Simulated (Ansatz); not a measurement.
# A series in volume scale on Bi

Results calculated with Ansatz 0.2.0, not measured. Plane-wave DFT, scalar-relativistic PAW made under PBE with cores redone for the functional, no dispersion; the given relaxed cell is scaled uniformly, energy at zero smearing counts from the unscaled cell, pressure at the given Fermi-Dirac smearing is positive in compression.

The cell before it is scaled or strained (space group P6_3/mmc, No. 194):
```
CELL_PARAMETERS angstrom
3.44330 0.00000 0.00000
-1.72170 2.98200 0.00000
0.00000 0.00000 11.47520
ATOMIC_POSITIONS crystal
Bi 0.00000 0.00000 0.00000
Bi 0.00000 0.00000 0.50000
Bi 0.33333 0.66667 0.25000
Bi 0.66667 0.33333 0.75000
```

Settings of every row: spin polarised no; functional LDA; wave cutoff 420 eV; smearing width 0.1 eV; k mesh 12x12x3.

Atom starting moment: 0 on all atoms.

Limits: no spin-orbit coupling, which can matter with elements this heavy; the cell comes from a prototype or a list of computed structures and needn't be the stable phase.

```csv
row,volume scale,V (Å³/atom),pressure (GPa),energy change per atom (meV)
1,0.88,25.922,10.72,100.54
2,0.92,27.1,6.21,39.6
3,0.96,28.278,2.65,8.2
4,1.04,30.635,-2.42,10.23
5,1.08,31.813,?,?
6,1.12,32.991,-5.64,72.04
```

Question: what pressure and energy change per atom should row 5 give?

Worked fit of pressure. Take u = (V_r/V)^(2/3) − 1 with V_r = 28.278 Å³ an atom, which is twice the finite (Eulerian) strain; such expansions in the strain, on which the Birch-Murnaghan equation of state is built, carry the rest volume and the bulk modulus. The shown rows have u = 0.05971, 0.02877, 0, -0.05197, -0.09766. Least squares give pressure = 2.673 + 115.48 × u + 313.6 × u² GPa; a straight line predicts inner rows, each left out in turn, worse (root mean square 0.89 against 0.08 GPa). The rows lie off it by 0.03, -0.04, -0.02, 0.06, -0.03 (root mean square 0.038 GPa). The withheld row has u = -0.07552, so the fit gives 2.673 + 115.48 × (-0.07552) + 313.6 × (-0.07552)² = -4.26 GPa.

The calculation gave -4.21 GPa. The fit lies 0.05 GPa (1.2 % of the value, 0.31 % of the column's range) below it; its largest miss of a shown row is 0.06 GPa.

Worked fit of energy change per atom. Take u = (V_r/V)^(2/3) − 1 with V_r = 28.278 Å³ an atom, which is twice the finite (Eulerian) strain; such expansions in the strain, on which the Birch-Murnaghan equation of state is built, carry the rest volume and the bulk modulus. The shown rows have u = 0.05971, 0.02877, 0, -0.05197, -0.09766. Least squares give energy change per atom = 8.464 + 704.05 × u + 13910.2 × u² meV; a straight line predicts inner rows, each left out in turn, worse (root mean square 40 against 1 meV). The rows lie off it by 0.44, -0.63, -0.26, 0.79, -0.33 (root mean square 0.53 meV). The withheld row has u = -0.07552, so the fit gives 8.464 + 704.05 × (-0.07552) + 13910.2 × (-0.07552)² = 34.63 meV.

The calculation gave 35.22 meV. The fit lies 0.59 meV (1.7 % of the value, 0.64 % of the column's range) below it; its largest miss of a shown row is 0.79 meV.
